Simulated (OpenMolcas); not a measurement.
## How methods differ on InCNF2 (SMILES N#[C][In]([F])[F])

InCNF2: 5 atoms, total charge 0, spin state singlet. As SMILES, `N#[C][In]([F])[F]`. The shape is that of a PBE0-D4/def2-TZVP optimisation.

```xyz
5

N     1.2980   -1.5922    1.5896
C     0.7249   -0.8903    0.8786
In   -0.3060    0.3723   -0.4003
F    -1.8721   -0.1548   -1.3755
F     0.2051    2.1914   -0.7337
```

Quantity: the energy change with the N1–C2 bond stretched from 1.152 to 1.497 Å, in eV. The values are calculated.

| level | kind | program | value (eV) | CPU time (all runs) |
| --- | --- | --- | --- | --- |
| SVWN5/def2-SVPD (core potential) (restricted) | LDA | OpenMolcas | 3.32 | 2.5 min |
| BLYP/def2-SVPD (core potential) (restricted) | GGA | OpenMolcas | 3.03 | 2.7 min |
| TPSS/def2-SVPD (core potential) (restricted) | meta-GGA | OpenMolcas | 3.18 | 3.5 min |
| B3LYP/def2-SVPD (core potential) (restricted) | global hybrid | OpenMolcas | 3.57 | 2.3 min |
| BHLYP/def2-SVPD (core potential) (restricted) | global hybrid | OpenMolcas | 4.25 | 2.2 min |
| M06-2X/def2-SVPD (core potential) (restricted) | hybrid meta-GGA | OpenMolcas | 3.97 | 2.5 min |
| PBE0/def2-SVPD (core potential) (restricted) | global hybrid | OpenMolcas | 3.71 | 2.5 min |
| B2PLYP/def2-SVPD (core potential) (restricted) | double hybrid | OpenMolcas | 3.01 | 1.9 min |

The first shape isn't each level's own minimum. The values span 3.01 to 4.25 eV. CPU times are rough (shared hosts, several kinds of processor): they show what a rung costs within a factor of a few.

Stretching the cyanide bond is costly at every level because it weakens the σ bond and both π bonds of a short, strong triple bond at once. The spread between methods largely follows the share of exact exchange. The energy rises from BLYP (3.03 eV) through B3LYP and PBE0 to BHLYP (4.25 eV), probably because exact exchange in a restricted determinant lacks the left-right correlation that grows as the π overlap fades, which semilocal exchange partly mimics and a perturbative term can supply.

Two rows break a simple ordering by exact exchange. M06-2X lies below BHLYP despite its similarly large share, and B2PLYP gives the lowest value of all, 3.01 eV. B2PLYP's near-coincidence with BLYP is therefore no mutual confirmation, since second-order correlation can overshoot as the π–π* gap narrows. The semilocal functionals also differ among themselves, with SVWN5 above TPSS and BLYP, so exchange admixture isn't the only influence. Without a multireference or high-level coupled-cluster value, the series shows how sensitive the stretch energy is to the functional, but not which functional is most accurate.
